**Does rocksalt SnSe really want its selenium off centre?**

I took a rocksalt SnSe cell and slid the whole Se sublattice towards one of its Sn neighbours, with the cell held fixed. The results confuse me:

The Se sublattice of rocksalt SnSe (2-atom cell, conventional a = 6.020 Å, not relaxed) is moved along (0, 0, −1), towards a Sn neighbour, with the cell fixed. Ansatz 0.2.0 was used with scalar-relativistic LDA, PBE PAW datasets, 420 eV cutoff, Γ-centred 8×8×8 k mesh and 0.05 eV Gaussian smearing. Energies are relative to the undisturbed cell; pressure is positive in compression.

| displacement (Å) | energy change (eV a cell) | force along direction (eV/Å summed over the moved atoms) | pressure (GPa) | gap on mesh (eV) |
| --- | --- | --- | --- | --- |
| -0.3 | 0.016 | 0.283 | -1.96 | 0.897 |
| -0.15 | -0.001 | 0.007 | -3.02 | 0.710 |
| 0 | 0.000 | 0.000 | -3.36 | 0.611 |
| 0.0375 | 0.000 | 0.010 | -3.34 | 0.617 |
| 0.075 | -0.001 | 0.015 | -3.28 | 0.636 |
| 0.1125 | -0.001 | 0.011 | -3.17 | 0.667 |
| 0.1875 | -0.001 | -0.042 | -2.83 | 0.766 |
| 0.225 | 0.002 | -0.098 | -2.59 | 0.830 |
| 0.2625 | 0.007 | -0.178 | -2.30 | 0.878 |

The energy hardly changes out to almost 0.2 Å. Yet the force is positive for small positive displacements, negative for larger ones, and positive again at −0.3 Å. The pressure is negative everywhere, and the gap climbs steadily before it seems to lose pace. Is the crystal unstable towards an off-centre shift, or am I looking at noise? And if there is an instability, does it belong to rocksalt SnSe or to the particular cell that I used?

**Answer**

There is a double well in your results. It is very shallow, about a thousandth of an electronvolt a cell, with its minima a little over a tenth of an ångström from the centre. A volume contraction of about 3 % should be enough to remove it, and your cell is probably stretched by more than that. At these settings the instability therefore belongs to the particular cell you calculated, and it probably doesn't survive in a cubic crystal relaxed with the same functional.

Start with the signs. Moving Se up or down by the same distance gives equivalent crystals, so the rows should be read by their distance from the centre. The force, however, is counted along one fixed direction. A positive force pushes Se outwards when the displacement is positive and back towards the centre when it is negative. The row at −0.3 Å thus shows a strong restoring force, in line with the outer rows on the other side.

Read this way, the force points outwards up to 0.1125 Å and inwards from 0.15 Å on. The undisturbed crystal has no force because symmetry forbids one, although it sits at the top of a small hill along this line. The table's three decimals nearly hide that hill. The unrounded energies, printed after this text, fall smoothly to about −1.4 meV a cell and then rise to almost 16 meV at 0.3 Å.

The simplest energy with this shape contains only even powers of the displacement $x$, because the two directions are equivalent:

$$E(x)=-\tfrac12 a x^2+\tfrac14 b x^4,\qquad F(x)=a x-b x^3 .$$

Here $F$ is the force along the fixed direction, $a$ measures how strongly the centre repels Se, and $b$ how quickly the walls close in. The minima lie where the two terms of the force cancel, at $x=\pm\sqrt{a/b}$, and their depth is $a^2/4b$. I fitted $a$ and $b$ to the forces of the rows within 0.2 Å of the centre. That places the minima at 0.14 Å, which explains why the row at −0.15 Å has almost no force: it lies just beyond the bottom of the well.

The three outer rows were left out of the fit as a test. The model makes the restoring force too strong in all three, by a margin that grows to about 7 % at 0.3 Å, so higher powers of $x$ count more and more with distance. Integrating the fitted force also reproduces the shape of the well. That agreement argues against random scatter, but forces and energies come from the same runs, and it can't show whether so small a depth is converged with respect to cutoff and k mesh.

Why should the centre be a hill at all? Each Se has Sn neighbours on opposite sides, and a shift shortens one bond while it lengthens the other. Short-range repulsion resists this, because it rises faster in the short bond than it falls in the long one. Against it works a gain in covalent bonding: off centre, the Sn 5s and 5p states can mix through the Se 4p states in a way that the symmetric site forbids. This is the familiar lone-pair mechanism of divalent tin. The electric forces between the displaced sublattices are expected to help it. I infer both from general knowledge, since nothing in your results separates the contributions.

When the repulsion and these gains nearly cancel, bond length decides the outcome. Repulsion fades quickly as the bonds are stretched, and the covalent gain can then win near the centre. Further out, the shortened bond becomes strongly repulsive and closes the well. At 0.3 Å it has shrunk from 3.01 to 2.71 Å.

Your pressure column lets you test the part about stretching without another calculation. Pressure is minus the change of energy with volume, taken with the atoms at fixed fractional positions. If a shift makes the pressure rise, the energy of the shifted crystal, relative to the centred one, goes down on expansion. The pressure does rise with distance from the centre in every row, from −3.36 to −1.96 GPa. Expansion therefore favours the shift, and contraction works against it.

The same argument gives a number. Close to the centre the pressure rises as $p_2x^2$, while the energy changes by $-\tfrac12ax^2$. Let $a$ now refer to a given fractional shift, so that it depends on the volume $V$ alone. Then $p_2=\tfrac12\,\mathrm{d}a/\mathrm{d}V$, and if $a$ changes linearly with volume, it reaches zero after a contraction of

$$\Delta V=\frac{a}{\mathrm{d}a/\mathrm{d}V}=\frac{a}{2p_2}.$$

The fits to the inner rows give $a\approx0.28$ eV/Å² and $p_2\approx15$ GPa/Å², which is 0.094 eV/Å⁵. The contraction is then $0.28/(2\times0.094)\approx1.5$ Å³. The cell holds two atoms at 27.27 Å³ each, or about 55 Å³, so the hill at the centre should vanish after a contraction of 2.7 %. Read this as roughly 3 %: the innermost energies lie slightly below the model's (−0.198 against −0.189 meV at 0.0375 Å), so the fit makes $a$ a little too small. In terms of the conventional lattice constant, that means going from 6.02 Å to a little under 5.97 Å.

Now compare this with how far your cell would shrink if it were free. Its pressure of −3.36 GPa says that it is under tension. For the well to survive relaxation, the crystal would need a bulk modulus above roughly 120 GPa, so that this tension shrinks it by less than 2.7 %. Crystals of this family have bulk moduli of roughly 50 GPa, a recalled value, and with that your cell would contract by about 7 %. The off-centre shift hardly relieves the tension either: near the bottom of the well, at −0.15 Å, the pressure is still −3.02 GPa.

That margin is wide, but the conclusion remains an estimate. It extends a slope measured at one volume to a smaller one, and the absolute pressure may carry errors from the finite cutoff and from the PAW datasets, which were made for the PBE functional and not for LDA. It is also a statement about LDA, which tends to make lattice constants too small, so a real cubic crystal may lie closer to your cell than the relaxed one does. It also assumes that the cell stays cubic. Only the undisturbed crystal has the cubic symmetry of rocksalt. Every shifted crystal is tetragonal in symmetry, and at 0.3 Å its stress has changed by 3.2 GPa along the shift, against 0.5 GPa across it. A cell free to change its shape could respond to that difference, which a scan at fixed cell can't show.

Symmetry also shapes the gap column. Opposite shifts give the same gap, so as long as the gap varies smoothly, it changes as $x^2$ at first. The values on the mesh do so up to about 0.225 Å. A likely reason for the increase is that the shift mixes states of opposite parity at the band edges and pushes them apart. In the two outermost rows the gap lags: at 0.3 Å, continued quadratic growth would give about 1.0 eV, while the calculation gives 0.897 eV.

The lag sets in rather abruptly, which would fit a different k point taking over one of the band edges. That is a guess, because the positions of the edges aren't given. The gaps are also values on a mesh, which can miss the true edges, and they lack spin–orbit coupling. Rocksalt SnSe is known for bands that exchange their order at the L points of the zone. Those points lie on this mesh, but without spin–orbit coupling such inverted bands are expected to cross on lines around them, between the mesh points, so the centred crystal may have no gap at all at this level. The column therefore shows how the states on the mesh move apart, but it doesn't establish the size of the crystal's gap. The same blind spot touches the well: a shift that breaks the inversion symmetry can open such crossings and gain energy that this mesh doesn't sample, so $a$, and the contraction derived from it, may change on a denser mesh.

To settle the main question, relax the cubic cell with the same functional and then move Se by a few hundredths of an ångström, on this k mesh and on a denser one. In your present cell, a displacement of +0.0375 Å produces a small outward force of 0.010 eV/Å. If that force points inwards after relaxation, the centre has become stable against this shift. By cubic symmetry, the same then holds for a small shift of the whole sublattice in any direction. You should still try larger shifts, along the body diagonal too, with the cell free to change its shape, since a stable centre doesn't rule out a lower minimum further away. Patterns in which neighbouring cells shift differently need a larger cell, and the layered structure that SnSe takes at room temperature is of that kind.

Numerical output:

```
fit of force_along_direction on 6 rows (r < 0.2): coefficient of x1 0.2787 +/- 0.0027, coefficient of x3 -14.33 +/- 0.1; rms 0.000242, worst -0.15 -0.000441, leave-one-out rms 0.000727
  rows outside the fit (model, value, miss): -0.3 0.3033, 0.283, 0.0203; 0.225 -0.1005, -0.098, -0.00252; 0.2625 -0.186, -0.178, -0.00803
fit of dp on 6 rows (r < 0.2): coefficient of r2 15.06 +/- 0.051; rms 0.00206, worst 0.075 0.00474, leave-one-out rms 0.00217
  rows outside the fit (model, value, miss): -0.3 1.356, 1.4, -0.0442; 0.225 0.7627, 0.77, -0.00734; 0.2625 1.038, 1.06, -0.0219
Well and gap:
     row  'distance from centre (Å)'  'energy (meV a cell)'  'energy from force model (meV a cell)'  'gap rise over distance squared (eV/Å²)'
    -0.3                         0.3                  15.72                                   16.48                                     3.178
   -0.15                        0.15                 -1.365                                  -1.322                                       4.4
     0.0                           0                      0                                       0                                         0
  0.0375                      0.0375                 -0.198                                 -0.1889                                     4.267
   0.075                       0.075                   -0.7                                 -0.6704                                     4.444
  0.1125                      0.1125                 -1.235                                   -1.19                                     4.425
  0.1875                      0.1875                 -0.504                                  -0.471                                     4.409
   0.225                       0.225                  2.064                                   2.127                                     4.326
  0.2625                      0.2625                  7.162                                   7.408                                     3.875
Distance of the minimum from the centre, force model (Å): 0.1395
Energy at the minimum, force model (meV a cell): -1.355
Volume contraction at which the negative curvature vanishes (%): 2.717
Cubic lattice constant at that volume (Å): 5.965
Bulk modulus needed for the well to survive relaxation (GPa): 123.7
Contraction on relaxation with a rough bulk modulus of 50 GPa (%): 6.72
Stress rise along the shift at 0.3 Å (GPa): 3.223
Stress rise across the shift at 0.3 Å (GPa): 0.495
```
